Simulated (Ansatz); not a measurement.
# F2H4N2Sn: structure from calculated spectroscopic constants

These gas-phase data were calculated for one isomer of F2H4N2Sn at PBE0-D4/def2-SVP (harmonic, unscaled wavenumbers; equilibrium rotational constants with average atomic masses):

* rotational constants: 3.625, 2.159, 1.916 GHz
* all wavenumbers above 1500 cm⁻¹: 3609, 3600, 3503, 1975, 1672

Candidates:

(1) `[NH2][Sn]([NH2])([F])[F]`, a singlet
(2) `N[NH][SnH]([F])[F]`, a singlet

Q: Which structure fits?

A: Candidate (2). The band at 1975 cm⁻¹ lies where the Sn–H stretch is expected; (1) has no mode between 1650 and 2000 cm⁻¹.

The same quantities for all candidates:

|  | rotational constants (GHz) | wavenumbers above 1500 cm⁻¹ | E above the lowest, PBE0-D4/def2-SVP (kcal/mol) |
| --- | --- | --- | --- |
| (1) | 2.87, 2.686, 2.566 | 3664, 3663, 3558, 3557, 1533, 1529 | 0.0 |
| (2) | 3.625, 2.159, 1.916 | 3609, 3600, 3503, 1975, 1672 | 36.7 |

Harmonic stretches to hydrogen usually lie a few per cent above observed fundamentals. Each candidate is one conformer. Atoms past krypton carry core potentials. Programs: Ansatz 0.2.0.

The assignment doesn't rest on the Sn–H band alone. Three N–H stretches and a single NH₂ scissor at 1672 cm⁻¹ match a hydrazido group, whereas the diamide would show four stretches and two scissors. The Sn–H stretch lies far below the N–H ones mainly because the bond is softer, with diffuse tin orbitals overlapping poorly with hydrogen 1s; the reduced mass is close to that of hydrogen in both cases. The rotational constants agree independently: four ligands of similar mass around tin make (1) nearly a spherical top, while the N–N chain stretches (2) along one axis.

The structure identified is the less stable one, by 36.7 kcal/mol. Both isomers contain tin(IV), so the gap probably reflects the exchange of a weak N–N bond, with its adjacent lone pairs repelling each other, and an Sn–H bond for strong N–H and polar Sn–N bonds. This energy order doesn't count against the spectroscopic assignment, but without a barrier for the rearrangement it leaves open how long (2) would persist.
